### Two humps of unequal height between two equal sites: are there two barriers?

**Question.** I am looking at a calculated path for a CH group that moves over Al(111) by one lattice spacing, so that it ends on a site just like the one it left. I expected a single hill halfway. Instead the energy rises to 0.48 eV, falls almost back to zero near the middle, and then rises again to only 0.29 eV. Does the molecule meet a hard barrier first and an easy one afterwards? And which of the two belongs in an estimate of how fast CH wanders over the surface?

Climbing-image nudged elastic band for CH moving by one lattice vector on a three-layer 2×2 Al(111) slab with four Al atoms fixed, from Ansatz 0.2.0 (PBE, PAW, plane waves to 420 eV, 3×3×1 k mesh, Fermi–Dirac width 0.15 eV, no spin polarisation). Five images join the relaxed ends; band forces are largest components, converged to 0.05 eV/Å.

| row | energy over the start (eV) | path length (Å) | band force (eV/Å) |
| --- | --- | --- | --- |
| 1 | 0.000 | 0.000 | n/a |
| 2 | 0.482 | 1.182 | 0.003 |
| 3 | 0.110 | 2.028 | 0.011 |
| 4 | 0.063 | 2.873 | 0.006 |
| 5 | 0.286 | 3.719 | 0.046 |
| 6 | 0.282 | 4.564 | 0.033 |
| 7 | 0.000 | 5.409 | n/a |

**Answer.** The best route meets one kind of barrier and crosses it twice. On this band the second crest most likely lies between rows 5 and 6, where no image stands, so that 0.29 eV belongs to a flank and not to a top. For a rate, use 0.48 eV as a ceiling, because the band does not show that the second crest is equally high.

Your first expectation is worth testing, because it is so natural. Equal ends suggest a symmetric profile, and the simplest symmetric profile is one hill with its top halfway, at a path length of 2.70 Å. Row 4 is only 0.17 Å beyond that point, yet it lies 0.42 eV below row 2. The single hill therefore fails just where it should be highest. Equal ends tell you that the two halves can match, but not how many hills there are.

The surface offers a good reason for the valley. Carbon in CH has three bonds to spare, and a threefold hollow gives it three aluminium neighbours. Al(111) has two kinds of hollow, which differ only in what lies in the layers beneath, and each hollow of one kind is surrounded by three of the other. The shortest way from one to the next crosses a bridge between two aluminium atoms, where CH loses its hold on the third. A move by a whole lattice spacing then runs hollow, bridge, other hollow, bridge, hollow. The symmetry of the relaxed start puts CH on a threefold axis, which rules out a bridge. It fits a hollow, though a place right on top of an aluminium atom has such an axis too. Both hollows are therefore inferred from chemistry and from the shape of the profile; the energies alone do not identify them.

Why should both bridges cost the same? A mirror plane of the surface stands upright halfway between start and end and exchanges them. It also exchanges the two bridges, while the hollow in the middle lies on the plane and stays where it is. Suppose the second crossing really were easier. Its mirror image would be an equally easy way from the start to the middle, and the molecule could use that instead. Two different barriers can thus appear on one particular path, but the best path has two equal crests.

If the band has found such a symmetric path, there is a consequence that you can check by hand. The whole path is 5.409 Å long and the first crest, row 2, lies 1.182 Å from the start. The second crest should lie equally far from the end, at $5.409-1.182=4.227$ Å. That is between row 5 and row 6. (These lengths exceed the actual shift of the molecule, 2.86 Å, presumably because they add up the motion of all atoms and because the path bends through the other hollow.)

You can see the same thing by measuring every row from its nearer end. In that order the rows run 1 and 7 together, then 6, 2, 5, 3 and 4. The energy rises through row 6 to row 2 and then falls through rows 5 and 3 to row 4. Two humps that looked different have merged into one hill, with rows 5 and 6 on opposite sides of its top.

The small band forces do not contradict this. For an ordinary image, the physical force that counts is the part pointing sideways, off the path; the slope along the path is taken out. Rows 5 and 6 can therefore be well converged and still stand on steep ground. Row 2 is different, because it was the climbing image at the end of the run and was driven uphill along the path. A converged band need not have an image on every crest.

How high is the hidden crest? Near its top a hill resembles a parabola, and a parabola through two points rises above the straight line between them by

$$\Delta E=\tfrac{1}{2}\,k\,d_5\,d_6 .$$

Here $k$ is the size of the downward curvature, and $d_5$ and $d_6$ are the distances from the expected crest to rows 5 and 6. The same calculation found a curvature of 2.36 eV/Å$^2$ at row 2, and if the crests are alike it should serve for the second one too. With $d_5=0.508$ Å and $d_6=0.337$ Å, the rise is 0.20 eV. Added to the 0.28 eV of the line between the two rows, it puts the crest at about 0.49 eV, beside 0.48 eV at row 2.

The height of row 2 did not enter this estimate, but its place and its curvature did. That curvature is the lowest one found there, not necessarily the one along the path, and the search for it had not settled. With half the curvature the crest would come out at 0.38 eV. The hill is also lopsided: a parabola drawn down from the mirrored crest is 0.11 eV too low at row 5 and 0.07 eV too high at row 6. These errors partly offset each other when both rows are used, so the close agreement flatters the model. What it does show is that the low second hump is compatible with a crest as high as the first.

Could the second barrier still be only 0.29 eV, as the bare table suggests? The top would then have to be almost flat between rows 5 and 6. Even a crest 0.01 eV above row 5 would need a curvature of only about 0.14 eV/Å$^2$, some sixteen times less than at row 2. A crest of intermediate height needs no such plateau, and the history of the run hints at one. Row 5 was the climbing image earlier, the band met its force limit in that state, and only then did row 2 take over the climb. If the highest image was chosen each time, the second crest may have been reached and found lower than row 2. The energies of that stage were not kept, so the question stays open. If the second crest is lower, the mirror argument makes it the better route for the first half as well. You would then have a lower barrier for both steps, not an easy step after a hard one.

A least-squares comparison on all seven rows supports the double crossing. One smooth hill and two equal smooth hills were each given a single adjustable height. The typical miss is 0.19 eV for one hill and 0.06 eV for two, although the two-hill curve is too broad and falls 0.09 eV short at row 2. This test decides between one hill and two; that the best path has equal crests follows from the mirror plane. The printed analysis below gives the details.

Two limiting cases help you to guess what a similar path would look like. If the deeper layers had no influence, the two kinds of hollow would be equal and the valley in the middle would drop to zero. If the middle hollow lost its hold on the molecule, the valley would fill up and the two crests would merge into the single hill you expected. CH on this surface is close to the first case. The exact height of row 4 should not be read as the energy difference between the hollows, since that image is not a relaxed minimum and the slab is thin and coarsely sampled.

A neighbouring calculation, from one hollow only as far as the next, should show a single hill between two unlike ends. All its images would then serve one crest, and the climbing image would have only one place to go. That is the cleaner way to obtain this barrier, because it treats the elementary step by itself. The full lattice spacing is two such steps, with a possible rest in between.

For the rate, the choice matters a great deal. The 0.196 eV between row 2 and row 5, divided by a thermal energy of about 0.026 eV at room temperature, gives an exponent of about 7.5, which is more than a factor of a thousand. Treat 0.48 eV as a provisional ceiling within this model. The first crossing followed by its mirror image makes a complete path that climbs no higher, but an easier crossing may exist. Row 2 has also not been confirmed as a true saddle point with a single downhill direction. PBE often puts reaction barriers too low, but for a hop that breaks no bond inside the molecule even the sign of its error is untested here. Zero-point motion is left out. The thin slab, the coarse k mesh and the missing dipole correction add errors that need not cancel along the path. The electron count is odd while spin was switched off, so a magnetic state somewhere along the path remains untested.

The analysis program printed:

```
Band folded about its middle:
  row  distance_from_nearer_end_A  energy_eV
    1                           0          0
    2                       1.182      0.482
    3                       2.028       0.11
    4                       2.536      0.063
    5                        1.69      0.286
    6                       0.845      0.282
    7                           0          0
Middle of the path, angstrom: 2.704
Row 4 beyond the middle, angstrom: 0.1685
Row 4 below row 2, eV: 0.419
Row 2 above row 5, eV: 0.196
Place of the mirrored top, angstrom: 4.227
Mirrored top beyond row 5, angstrom: 0.508
Mirrored top before row 6, angstrom: 0.337
fit of E on 7 rows: coefficient of onehill 0.2545 +/- 0.13; rms 0.191, worst 2 -0.38, leave-one-out rms 0.228
fit of E on 7 rows: coefficient of twohills 0.4028 +/- 0.04; rms 0.0573, worst 2 -0.0947, leave-one-out rms 0.079
Hidden top from rows 5 and 6 with the curvature of row 2, eV: 0.4856
Same with half that curvature, eV: 0.3846
Curvature needed for a second top as high as row 2, eV/angstrom2: 2.318
Curvature if the second top were only 0.01 eV above row 5, eV/angstrom2: 0.1449
Parabola from the mirrored top less computed energy at row 5, eV: -0.1085
Parabola from the mirrored top less computed energy at row 6, eV: 0.06599
Straight shift of the molecule, angstrom: 2.864
Distance between neighbouring hollows, angstrom: 1.654
Straight path counting C and H together, angstrom: 4.05
Path by way of the other hollow counting C and H together, angstrom: 4.677
```
